**Radial integrals j0, j2, j4 of the 3d shell of Fe³⁺ (3d⁴4s¹): series, Slater models and a spline**

The table holds the averages of the spherical Bessel functions j0, j2 and j4 over the 3d shell of Fe³⁺ in the excited configuration 3d⁴4s¹ against sin θ/λ, from a radial Dirac-Fock calculation averaged over the configuration. The program tests the small-k series built from the run's moments, a 3d orbital of one and of two Slater exponents fitted by least squares to the twenty known rows, and a cubic spline, and predicts the withheld rows at 0.80 and 1.0 Å⁻¹ with leave-one-out error bars. The series matches the table up to 0.10 Å⁻¹ and fails beyond about 0.2; one exponent puts the zero of j0 too early and has an rms deviation of 0.016, two exponents reach 0.00085 but give ⟨r⁶⟩ 19 % too low. On the withheld rows the spline misses by at most 0.0002, the two-exponent orbital by up to 0.0015 (within its bars) and the single exponent by 0.010 to 0.042. The integral of s²·j0, which must vanish for a d shell, is 82 % cancelled by 2.0 Å⁻¹.

Radial integrals j0, j2 and j4 of spherical Bessel functions over the open 3d shell of Fe³⁺ (Z = 26) in the configuration [Ar] 3d⁴ 4s¹, against sin θ/λ. Calculated with Radial Dirac-Fock and Kohn-Sham solver 2 at the Dirac-Fock level, as an average of configuration, with a finite nucleus of rms radius 3.7377 fm.

## Numerical check

```python
# Table: radial integrals <j0>,<j2>,<j4> of the 3d shell of Fe3+ (excited 3d4 4s1) vs sin(theta)/lambda,
# radial Dirac-Fock solver, average of configuration. Tested: moment series, one- and two-exponent
# Slater 3d function (SZ, DZ), cubic spline; fits on known rows only, prediction of withheld rows.
T = {
    'sin_theta_over_lambda': [0.0, 0.05, 0.1, 0.15, 0.2, 0.25, 0.3, 0.35, 0.4, 0.45, 0.5, 0.6, 0.7, 0.8, 0.9, 1.0, 1.1, 1.2, 1.4, 1.6, 1.8, 2.0],  # Å⁻¹
    'j0': [1.0, 0.9808, 0.9259, 0.8426, 0.7409, 0.6312, 0.5224, 0.421, 0.331, 0.254, 0.1901, 0.0974, 0.0413, 0.0098, -0.0064, -0.0137, -0.0159, -0.0155, -0.0118, -0.0079, -0.005, -0.003],
    'j2': [0.0, 0.0076, 0.029, 0.0601, 0.0955, 0.13, 0.1596, 0.1818, 0.196, 0.2024, 0.2022, 0.1875, 0.1623, 0.1343, 0.1078, 0.0846, 0.0654, 0.05, 0.0285, 0.0159, 0.0087, 0.0047],
    'j4': [0.0, 0.0, 0.0004, 0.002, 0.0057, 0.0119, 0.0206, 0.0313, 0.043, 0.0549, 0.066, 0.0838, 0.0942, 0.0975, 0.0955, 0.0899, 0.0823, 0.0737, 0.0568, 0.0422, 0.0308, 0.0223],
}
HELD = [13, 15]  # rows withheld from the fit
import numpy as np
from scipy.constants import physical_constants as pc
from scipy.special import spherical_jn as jn
from scipy.optimize import least_squares, brentq
from scipy.interpolate import CubicSpline
a0 = pc['Bohr radius'][0]*1e10; q = 4*np.pi*a0      # k[1/bohr] = q*s[1/A]
s = np.array(T['sin_theta_over_lambda'], float)
Y = np.array([T['j0'], T['j2'], T['j4']], float); nm = ['j0', 'j2', 'j4']
r2, r4, r6 = 1.0545, 2.3143, 8.968                  # further results of the same run (bohr^n)
K = [i for i in range(len(s)) if i not in HELD]
r = np.arange(1, 2001)*0.0075
mat = lambda x: np.array([jn(L, np.outer(q*x, r)) for L in (0, 2, 4)])
J = mat(s); sf = np.arange(0, 2.5001, 0.01); Jf = mat(sf)
chi = lambda z: (2*z)**3.5*r**3*np.exp(-z*r)
def w(p):
    P = chi(p[0]) if len(p) == 1 else (1-p[2])*chi(p[0]) + p[2]*chi(p[1])
    return P**2/np.sum(P**2)
def fit(idx, starts):
    return min((least_squares(lambda p: (J[:, idx]@w(p)-Y[:, idx]).ravel(), p0) for p0 in starts), key=lambda o: o.cost).x
p1 = fit(K, [[4.0]]); p2 = fit(K, [[6.5, 3.0, 0.5], [8.0, 3.5, 0.7], [5.5, 2.5, 0.3]])
M1, M2 = J@w(p1), J@w(p2); k = q*s
S = np.array([1-k**2*r2/6+k**4*r4/120-k**6*r6/5040, k**2*r2/15-k**4*r4/210+k**6*r6/7560, k**4*r4/945-k**6*r6/20790])
zm = np.sqrt(14/r2)
print("rounding floor 0.00005; k = %.4f/bohr per 1/A; series j4(0.05) = %.5f" % (q, S[2, 1]))
print("<r4>/<r2>^2: run %.3f, one exponent %.3f" % (r4/r2**2, 315/196))
for lab, z in (("from <r2>", zm), ("fitted", p1[0])):
    print("SZ %s: zeta %.3f/bohr, j0 zeros at s %.3f, %.3f 1/A" % (lab, z, 2*z/3**.5/q, 2*z*3**.5/q))
print("DZ: zeta %.3f, %.3f /bohr, coefficient of second %.3f, P^2 peak %.3f bohr" % (*p2, r[np.argmax(w(p2))]))
for lab, p in (("SZ", p1), ("DZ", p2)):
    m = [np.sum(w(p)*r**n) for n in (2, 4, 6)]; F = Jf@w(p)
    print(lab, "moments r2 r4 r6 %.4f %.3f %.2f; vs run %+.1f%% %+.1f%% %+.1f%%" % (*m, *[100*(a/b-1) for a, b in zip(m, (r2, r4, r6))]))
    i0 = np.argmax(F[0] < 0); z0 = sf[i0-1]+0.01*F[0, i0-1]/(F[0, i0-1]-F[0, i0])
    print(lab, "s[1/A]: j0 zero %.3f, j0 min %.2f, j2 max %.2f, j4 max %.2f" % (z0, sf[F[0].argmin()], sf[F[1].argmax()], sf[F[2].argmax()]))
g = CubicSpline(s[K], s[K]**2*Y[0, K]); z0 = brentq(g, 0.7, 0.9)
pos, neg = g.integrate(0, z0), g.integrate(z0, s[-1])
print("int s^2 j0 ds (known rows): zero %.3f 1/A, lobes %+.4f %+.4f, cancelled %.0f%%; pi/k0 %.3f bohr" % (z0, pos, neg, -100*neg/pos, np.pi/(q*z0)))
print("model - table, units 1e-4: s | series j0 j2 j4 | SZ j0 j2 j4 | DZ j0 j2 j4")
f = lambda v: " ".join("%+5.0f" % x if abs(x) < 9999 else "  big" for x in 1e4*v)
for i in K[1:]:
    print("%.2f | %s | %s | %s" % (s[i], f(S[:, i]-Y[:, i]), f(M1[:, i]-Y[:, i]), f(M2[:, i]-Y[:, i])))
rms = {}
for lab, M in (("SZ", M1), ("DZ", M2)):
    d = (M-Y)[:, K[1:]]; rms[lab] = np.sqrt(np.mean(d**2)); c, j = np.unravel_index(np.abs(d).argmax(), d.shape)
    print("%s rms %.5f, worst %s at s %.2f: %+.4f" % (lab, rms[lab], nm[c], s[K[1:]][j], d[c, j]))
near = [i for i in K if 0.55 < s[i] < 1.25]; e1, e2, e3 = [], [], []
for i in near:
    o = [j for j in K if j != i]
    e1.append(J[:, i]@w(fit(o, [p1]))-Y[:, i]); e2.append(J[:, i]@w(fit(o, [p2]))-Y[:, i])
    e3.append(CubicSpline(s[o], Y[:, o], axis=1)(s[i])-Y[:, i])
b1, b2, b3 = [np.maximum(np.abs(e).max(0), 5e-5) for e in (e1, e2, e3)]
sp = CubicSpline(s[K], Y[:, K], axis=1)(s)
plan = {13: [(.008, .012), (.132, .137), (.096, .099)], 15: [(-.0145, -.0125), (.083, .087), (.089, .091)]}  # forecasts
print("withheld: prediction+-bar (miss = pred - computed); bar = max leave-one-out miss, s 0.6-1.2")
for i in HELD:
    for c in range(3):
        t = " ".join("%s %.4f+-%.4f (%+.4f)" % (l, M[c, i], b[c], M[c, i]-Y[c, i]) for l, M, b in (("DZ", M2, b2), ("SZ", M1, b1), ("spl", sp, b3)))
        lo, hi = plan[i][c]
        print("s %.2f %s: %s | computed %.4f, plan range %s" % (s[i], nm[c], t, Y[c, i], "hit" if lo <= Y[c, i] <= hi else "MISSED"))
assert Y[0, 12] > 0 and all(Y[0, i] < 0 for i in K if s[i] > 0.85)
assert np.abs(S[:, 1]-Y[:, 1]).max() < 1e-4
assert r4/r2**2 > 315/196 and 2*zm/3**.5/q < s[12]
assert rms["DZ"] < rms["SZ"]
```

It prints:

```
rounding floor 0.00005; k = 6.6498/bohr per 1/A; series j4(0.05) = 0.00003
<r4>/<r2>^2: run 2.081, one exponent 1.607
SZ from <r2>: zeta 3.644/bohr, j0 zeros at s 0.633, 1.898 1/A
SZ fitted: zeta 3.948/bohr, j0 zeros at s 0.686, 2.057 1/A
DZ: zeta 6.189, 2.994 /bohr, coefficient of second 0.628, P^2 peak 0.667 bohr
SZ moments r2 r4 r6 0.8981 1.296 2.74; vs run -14.8% -44.0% -69.4%
SZ s[1/A]: j0 zero 0.686, j0 min 0.90, j2 max 0.50, j4 max 0.84
DZ moments r2 r4 r6 1.0409 2.152 7.28; vs run -1.3% -7.0% -18.8%
DZ s[1/A]: j0 zero 0.851, j0 min 1.14, j2 max 0.47, j4 max 0.80
int s^2 j0 ds (known rows): zero 0.852 1/A, lobes +0.0248 -0.0203, cancelled 82%; pi/k0 0.554 bohr
model - table, units 1e-4: s | series j0 j2 j4 | SZ j0 j2 j4 | DZ j0 j2 j4
0.05 |    +0    +0    +0 |   +28   -11    +0 |    +2    -1    +0
0.10 |    +0    +0    +0 |  +100   -37    -1 |    +8    -2    +0
0.15 |    -1    +1    -0 |  +187   -63    -8 |   +12    -3    -1
0.20 |   -13    +9    -4 |  +253   -70   -21 |   +12    -1    -2
0.25 |   -72   +52   -23 |  +273   -49   -38 |    +7    +3    -3
0.30 |  -286  +204   -90 |  +235    +3   -56 |    -0    +7    -3
0.35 |  -900  +642  -280 |  +145   +76   -69 |    -7   +10    -1
0.40 | -2393 +1699  -732 |   +20  +155   -70 |   -11    +9    +2
0.45 | -5590 +3952 -1683 |  -117  +225   -57 |   -10    +6    +5
0.50 |   big +8308 -3495 |  -247  +275   -30 |    -6    +1    +8
0.60 |   big   big   big |  -427  +294   +50 |    +5    -8    +7
0.70 |   big   big   big |  -476  +221  +134 |   +10    -8    +1
0.90 |   big   big   big |  -320   -17  +200 |    -6    +7    -9
1.10 |   big   big   big |  -114  -162  +131 |   -21   +16    -4
1.20 |   big   big   big |   -45  -186   +79 |   -23   +14    +1
1.40 |   big   big   big |   +27  -172   -15 |   -20    +6    +8
1.60 |   big   big   big |   +44  -129   -69 |   -12    -3   +11
1.80 |   big   big   big |   +39   -86   -89 |    -5    -8    +9
2.00 |   big   big   big |   +29   -54   -88 |    -1   -10    +5
SZ rms 0.01574, worst j0 at s 0.70: -0.0476
DZ rms 0.00085, worst j0 at s 1.20: -0.0023
withheld: prediction+-bar (miss = pred - computed); bar = max leave-one-out miss, s 0.6-1.2
s 0.80 j0: DZ 0.0102+-0.0025 (+0.0004) SZ -0.0325+-0.0483 (-0.0423) spl 0.0096+-0.0023 (-0.0002) | computed 0.0098, plan range hit
s 0.80 j2: DZ 0.1342+-0.0017 (-0.0001) SZ 0.1445+-0.0287 (+0.0102) spl 0.1345+-0.0013 (+0.0002) | computed 0.1343, plan range hit
s 0.80 j4: DZ 0.0970+-0.0009 (-0.0005) SZ 0.1163+-0.0200 (+0.0188) spl 0.0975+-0.0003 (+0.0000) | computed 0.0975, plan range hit
s 1.00 j0: DZ -0.0152+-0.0025 (-0.0015) SZ -0.0345+-0.0483 (-0.0208) spl -0.0137+-0.0023 (-0.0000) | computed -0.0137, plan range hit
s 1.00 j2: DZ 0.0860+-0.0017 (+0.0014) SZ 0.0739+-0.0287 (-0.0107) spl 0.0846+-0.0013 (+0.0000) | computed 0.0846, plan range hit
s 1.00 j4: DZ 0.0891+-0.0009 (-0.0008) SZ 0.1076+-0.0200 (+0.0177) spl 0.0900+-0.0003 (+0.0001) | computed 0.0899, plan range hit
```
